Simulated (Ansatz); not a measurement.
# How methods differ on BH2SO (SMILES O[B]S)

The species is BH2SO (5 atoms), meant as a doublet with charge 0. SMILES: `O[B]S`. The coordinates come from a PBE0-D4/def2-TZVP relaxation. This is a higher conformer, about 7 kJ/mol above the lowest found by a separate search.

```xyz
5

O    -1.2947   -0.0547   -0.4356
B    -0.4543    0.8256    0.1097
S     1.2538    0.6942    0.6111
H    -0.9471   -0.9400   -0.6047
H     1.4921   -0.5986    0.2782
```

Each level gives the energy change with the B2–S3 bond stretched from 1.785 to 2.677 Å (eV). The values are calculated.

| level | kind | program | value (eV) | less FCI/STO-3G |
| --- | --- | --- | --- | --- |
| USVWN5/STO-3G | LDA | Ansatz | 3.43 | +0.51 |
| U-r2SCAN/STO-3G | meta-GGA | Ansatz | 3.25 | +0.33 |
| U-r2SCAN0/STO-3G | hybrid meta-GGA | Ansatz | 3.39 | +0.47 |
| U-wB97M-V/STO-3G | range-separated hybrid | Ansatz | 3.18 | +0.26 |
| RPA@PBE/STO-3G | RPA | Ansatz | 2.72 | -0.20 |
| UMP2/STO-3G | perturbation theory | Ansatz | 3.24 | +0.32 |
| UBCCD(T)/STO-3G | coupled cluster or CI | Ansatz | 2.93 | +0.01 |
| UCCSD/STO-3G | coupled cluster or CI | Ansatz | 2.96 | +0.04 |
| FCI/STO-3G | exact in the basis | Ansatz | 2.92 | 0.00 |

FCI/STO-3G is exact within its basis and frozen core, so for wave-function methods in that basis the difference is their error; functionals converge differently with the basis, so for them it is only a difference. The first shape isn't each level's own minimum. The values span 2.72 to 3.43 eV. Spin contamination of the reference (⟨S²⟩ at least 0.1 too high) touches U-r2SCAN0/STO-3G, UMP2/STO-3G, UBCCD(T)/STO-3G, UCCSD/STO-3G. All rows use very small basis sets, so even the best lies far from the true value.

Stretching the B–S bond costs 2.92 eV at the exact limit of this small basis, and the coupled-cluster levels nearly reproduce that, while UMP2 overshoots by 0.32 eV. The bond breaks in an unusual way for a radical: separation towards HOB and SH lets the unpaired electron on boron and boron's share of the σ bond pair up as a lone pair, while the spin moves to sulfur. Midway, three electrons are being recoupled, and low-order perturbation theory probably recovers too little of the correlation that grows there. Coupled cluster treats the double excitations to infinite order and lets the orbitals relax, so it copes far better. The smaller deviation of UBCCD(T) than of UCCSD can't be credited to triples alone, because the orbitals differ too.

All four density functionals lie above FCI and RPA lies below it, but this doesn't establish a ranking of their accuracy. Nor is the stretching energy a bond dissociation energy, as the fragments still interact and haven't relaxed.
